**s bands of sc, bcc and fcc lattices for $^{40}$K: an attempt with a wrong phase, and its repair**

Convention: one s orbital per site, on-site energy zero, hopping $-t$ ($t>0$) to the nearest neighbours $\boldsymbol\delta$, cube edge $a$, so $E(\mathbf k)=-t\sum_{\boldsymbol\delta}e^{i\mathbf k\cdot\boldsymbol\delta}$. The atoms are spin-polarised and non-interacting.

Assumed inputs: mass $m=39.964$ u, laser wavelength $\lambda=1064$ nm, $t/h=50$ Hz in every lattice, bare trap frequency $\nu_0=30$ Hz, filling 0.01 atom per site. Tunnelling rates of tens to hundreds of Hz are typical, but I did not derive $t$ from a lattice depth, so all numbers are the model's. With $k_L=2\pi/\lambda$ the recoil energy is $E_R=\hbar^2k_L^2/2m=h\times4.41$ kHz, and $E_R/t=88.2$.

A retro-reflected beam modulates the potential at $2k_L$, which I set equal to the shortest reciprocal vector. Standing waves along $\langle100\rangle$, $\langle110\rangle$ or $\langle111\rangle$, phased to give one minimum per primitive cell, yield sc ($a=\lambda/2=532$ nm), bcc ($a=\lambda/\sqrt2=752$ nm) or fcc ($a=\sqrt3\lambda/2=921$ nm). Hence $(k_La)^2=\pi^2,\,2\pi^2,\,3\pi^2$.

**First attempt (wrong for bcc and fcc)**

For sc, $\boldsymbol\delta=a(\pm1,0,0)$ and permutations, so with $C_i=\cos k_ia$, $E_{\rm sc}=-2t(C_x+C_y+C_z)$. This line is sound. I then reused $C_i$:

$$E^{\rm wrong}_{\rm bcc}=-8tC_xC_yC_z,\qquad E^{\rm wrong}_{\rm fcc}=-4t(C_xC_y+C_yC_z+C_zC_x).$$

The ranges came out as $-8t$ to $8t$ and $-12t$ to $4t$. With $C_i\approx1-k_i^2a^2/2$ both bands rise as $4ta^2k^2$, which gave the wrong mass $m^*=\hbar^2/(8ta^2)$, that is $m^*/m=E_R/[4t(k_La)^2]=1.12$ (bcc) and $0.745$ (fcc).

**Symptom**

The fcc atom is lighter than a free atom. For the lowest band of any periodic potential, second-order $\mathbf k\cdot\mathbf p$ theory at $\Gamma$ gives

$$\frac{m}{m^*}=1-\frac2m\sum_{n\neq0}\frac{|\langle n|p_x|0\rangle|^2}{E_n-E_0}\le1,$$

so $0.745$ cannot describe such a band. Too large a $t$ could produce the same violation, and the bcc value passes, so I needed a test free of parameters. The fcc point X $=(2\pi/a)(1,0,0)$ is not a reciprocal vector, those being $(2\pi/a)(h,k,l)$ with indices all even or all odd. Yet my band gives $-12t$ at X, degenerate with $\Gamma$, and climbs to $4t$ at W $=(2\pi/a)(1,\tfrac12,0)$. Likewise bcc H $=(2\pi/a)(1,0,0)$ gives $-8t$. That cannot be right. The sum reaches its full value only if $e^{i\mathbf k\cdot\boldsymbol\delta}=1$ for every $\boldsymbol\delta$, and since the $\boldsymbol\delta$ generate the lattice, this forces $\mathbf k$ to be a reciprocal vector. The minimum is unique in the zone.

**Faulty line**

The fault is the reuse of $C_i$. The neighbours are $\tfrac a2(\pm1,\pm1,\pm1)$ in bcc and $\tfrac a2(\pm1,\pm1,0)$ with permutations in fcc. Each nonzero component is $a/2$, and summing over its sign gives $2\cos(k_ia/2)$. I had solved a lattice of edge $2a$: $E^{\rm wrong}(\mathbf k)=E(2\mathbf k)$.

**Mended calculation**

With $c_i=\cos(k_ia/2)$,

$$E_{\rm bcc}=-8t\,c_xc_yc_z,\qquad E_{\rm fcc}=-4t(c_xc_y+c_yc_z+c_zc_x).$$

Each band is linear in each cosine separately, so its extreme values occur where the cosines are $\pm1$.

- sc: $-6t$ at $\Gamma$, $6t$ at R $=(\pi/a)(1,1,1)$.
- bcc: $-8t$ at $\Gamma$, $8t$ at H, where $c_x=-1$, $c_y=c_z=1$.
- fcc: the bracket is 3 when all signs agree and $-1$ otherwise, so the band spans $-12t$ to $4t$. For $k_x=2\pi/a$, $k_z=0$ the bracket is $-c_y+c_y-1=-1$ for every $k_y$, so the maximum is degenerate along X–W.

Near $\Gamma$, $E\approx-zt+\tfrac t2\sum_{\boldsymbol\delta}(\mathbf k\cdot\boldsymbol\delta)^2$ with $z$ neighbours. Cubic symmetry makes the sum $k^2\sum_{\boldsymbol\delta}\delta_x^2$, and $\sum\delta_x^2$ is $2a^2$ (sc), $8\,(a/2)^2$ (bcc) and $8\,(a/2)^2$ (fcc, where four of the twelve neighbours have $\delta_x=0$). All three rise as $ta^2k^2$:

$$m^*=\frac{\hbar^2}{2ta^2},\qquad \frac{m^*}{m}=\frac{E_R}{t(k_La)^2}.$$

**Size of the error**

The slip makes the mass 4 times too small. The dipole frequency of a dilute trapped cloud, $\nu=\nu_0\sqrt{m/m^*}$, comes out 2 times too high. For one parabolic valley, $E_F-E_\Gamma=\hbar^2k_F^2/2m^*$ with $k_F^3=6\pi^2n$ and $n=0.02/a^3$ (bcc) or $0.04/a^3$ (fcc). The sc mass, untouched, is $8.94\,m$.

| model quantity | bcc wrong | bcc mended | fcc wrong | fcc mended |
|---|---|---|---|---|
| $m^*/m$ | 1.12 | 4.47 | 0.745 | 2.98 |
| $\nu$ (Hz) | 28 | 14 | 35 | 17 |
| $(E_F-E_\Gamma)/t$, one parabola | 4.5 | 1.1 | 7.1 | 1.8 |

The wrong fcc cloud would oscillate faster than in the bare 30 Hz trap. The direction-averaged quartic terms of the mended bands are $-0.0375\,t(ka)^4$ (bcc) and $-0.025\,t(ka)^4$ (fcc), about 4 % of the quadratic term at $k_F$ in both, so the last two rows carry two figures.

Band edges and the density of states per site do not show the slip. The true zone holds $2^3=8$ zones of the lattice of edge $2a$, so an average of any function of the energy over the whole zone is unchanged. The eight wrong minima are $\Gamma$, H and six N points $(\pi/a)(1,1,0)$ for bcc, and $\Gamma$, three X and four L points $(\pi/a)(1,1,1)$ for fcc. The mended bands vanish at N and L. Each wrong valley has $4^{-3/2}=1/8$ of the true band-bottom density of states, and eight of them restore it. A Fermi energy from a full-zone mesh is therefore right even with the slip, while the mass, the velocities and the momentum distribution are wrong.

Factors $\cos k_ia$ do belong in bcc and fcc, for the six second neighbours at distance $a$. A hopping $-t_2$ adds $-2t_2(C_x+C_y+C_z)$ and gives $m^*=\hbar^2/[2(t+t_2)a^2]$. I have not computed $t_2$ for these potentials. It changes $1/m^*$ by the fraction $t_2/t$, and would need $t_2=3t$ to match the slip.